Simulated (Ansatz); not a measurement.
# From Si(NH2)4 to SiCl4: predicting a member

Gas-phase molecules. On one Si centre, n of the NH2 ligands are replaced by Cl. The atomisation energy (no zero-point term) y in kJ/mol at CCSD(T)/CBS estimate. Shapes: PBE0-D4/def2-TZVP. Flexible molecules stand in one conformer, not always the lowest. Programs: Ansatz 0.2.0.

| molecule | n | y (kJ/mol) |
| --- | --- | --- |
| Si(NH2)4 | 0 | 4680 |
| Si(NH2)3Cl | 1 | 3931 |
| Si(NH2)2Cl2 | 2 | 3176 |
| Si(NH2)Cl3 | 3 | ? |
| SiCl4 | 4 | 1620 |

Q: Fit y = c + s·n to the known rows and predict Si(NH2)Cl3.

A: 
1. Means of the 4 rows: n = 1.75000, y = 3351.8.
2. Σ(Δn)² = 8.75, Σ(Δn·Δy) = -6699.2, so the slope is -6699.2/8.75 = -765.62.
3. Intercept: 3351.8 − (-765.62) × 1.75000 = 4691.6. The largest residual of the fit is 16.
4. Si(NH2)Cl3: 4691.6 + (-765.62) × 3 = 2395 kJ/mol.

The run gave 2397 kJ/mol, so the prediction is off by -2 kJ/mol, within the largest residual. The steps per swap are -749, -755, -779, -777 kJ/mol. The slope is the difference between a Si–Cl and a Si–NH2 bond with the ligands’ own bonds. Other levels give for Si(NH2)Cl3: BHLYP-D4/def2-TZVPP 2303; PBE0-D4/def2-TZVPP 2394; wB97M-V/def2-TZVPP 2417 kJ/mol. Spin-orbit coupling of the free atoms (NH2 0, Cl 4 kJ/mol each; the atoms kept shift only the intercept) is left out. The CBS estimate extrapolates MP2 from def2-TZVPP and def2-QZVPP and adds CCSD(T) − MP2 in the triple-zeta set, cores frozen.

Replacing NH2 by Cl lowers the atomisation energy almost additively, but most of each drop comes from losing two strong N–H bonds along with the ligand. The slope is therefore no measure of how much weaker Si–Cl is than Si–N.

The departure from additivity is more telling: all three mixed molecules lie above the straight line joining Si(NH2)4 and SiCl4, so exchanging ligands between the two end members to form them is energetically downhill. A probable reason is donation from the nitrogen lone pairs into Si–Cl antibonding orbitals, helped by the more electron-poor silicon that chlorine creates. With four amino groups the donors compete, while SiCl4 has no amino donor at all. Weak N–H···Cl attraction could contribute as well, and the energies alone can't separate the two.

Because the series is curved, the fitted line runs below the value at n = 2 and above that at n = 4, crossing the curve close to n = 3. The error of only -2 kJ/mol is thus partly fortunate and doesn't show that the ligands act independently.
